**Question**

An adsorbate (mass m) sits on the centre atom of a clamped chain of N = 199 atoms (mass M, nearest-neighbour springs, one displacement direction). My illustrative inputs are: band top ωm = 200 cm⁻¹, adsorbate stretch ω0 = 120 cm⁻¹, m/M = 1/16. I use Bixon-Jortner with the chain's level spacing. When does the energy return to the adsorbate?

**Answer**

Exact solution (Bixon and Jortner, 1968). A level Es couples with constant v to a ladder nε, n any integer. Since Σ v²/(E − nε) = (πv²/ε) cot(πE/ε), the eigenvalues obey

E − Es = (πv²/ε) cot(πE/ε),

and normalisation gives weights v²/[(E − Es)² + v² + (πv²/ε)²]. In time, Σ exp(−inεt/ħ) = T Σ δ(t − kT) with T = 2πħ/ε, so

da/dt = −pa − g Σ(k≥1) a(t − kT), g = 2πv²/(ħε), p = iEs/ħ + g/2.

Hence a = exp(−pt) for t < T, and for T < t < 2T

a = exp(−pt) − g(t − T) exp[−p(t − T)].

For gT ≫ 1 the echo peaks at T + 2/g with probability 4/e² = 0.54, whatever Es.

The chain. Energies are in cm⁻¹, with ħ/(1 cm⁻¹) = 5.31 ps. Modes: ωn = ωm sin[nπ/(2(N+1))], amplitudes un(j) = √(2/(N+1)) sin[nπj/(N+1)]. Near ω0 the spacing is π√(ωm² − ω0²)/(2(N+1)) = 1.26 cm⁻¹, the root being 160 cm⁻¹. The mass-weighted cross term of the adsorbate spring has λ² = ω0²√(m/M) = 3600 cm⁻², so near resonance |vn| = λ²|un(centre)|/(2ω0).

**Wrong attempt (do not use)**

(1) |un(centre)| = √(2/200) = 0.1, so v = 1.5 cm⁻¹.
(2) ε = 1.26 cm⁻¹, all modes counted.
(3) ħg = 11 cm⁻¹, 1/g = 0.47 ps, T = 26.5 ps, echo peak at 27.5 ps.

**Symptom**

The group velocity is √(ωm² − ω0²)/2 = 80 cm⁻¹, or 15.1 sites/ps. The walls are at sites 0 and 200, so both wave packets return to the centre after 200 sites, at 13.3 ps. The attempt has nothing arriving then. It also breaks completeness: Σn un(centre)² must be 1, but 2/200 on all 199 modes gives 1.99.

**Faulty line**

Line (2). At j = 100, un ∝ sin(nπ/2). Modes with even n are antisymmetric under the mirror through the centre and have a node there. The stretch is symmetric, so these modes remain exact eigenmodes. Line (1) holds for odd n only, whose alternating signs go into the basis phases. The ladder must contain only states with the bright state's conserved labels. In a free molecule these are the symmetry species and J; a clamped chain has no J, and mirror parity is the label.

**Mended**

ε = π√(ωm² − ω0²)/(N+1) = 2.51 cm⁻¹,
ħg = λ⁴/(ω0²√(ωm² − ω0²)) = 5.6 cm⁻¹,
1/g = 0.94 ps, T = 13.3 ps.

The width equals λ⁴|Im G|/ω0 with the infinite-chain local Green function, |Im G| = 1/(ω0√(ωm² − ω0²)), and T equals the transit time. With gT = 14 the echo peaks at 15.2 ps with probability 0.54; the leftover tail has amplitude 3×10⁻⁴ there.

Neglected: the extra stiffness ω0²m/M = 900 cm⁻² on the centre atom and the counter-rotating terms, both controlled by ħg/ω0 ≈ 5 %, and the 3 % change of ε across the linewidth. All are small beside a factor 2.

**Size of the error**

The unsorted density doubles the rate and the recurrence time, and quadruples gT (56 for 14). At 15.2 ps it predicts survival exp(−32) where the model gives 0.54. Averaging v² over all modes would repair g but leave T doubled. These numbers are the harmonic model's; phonon damping or leakage into a substrate would weaken the echo.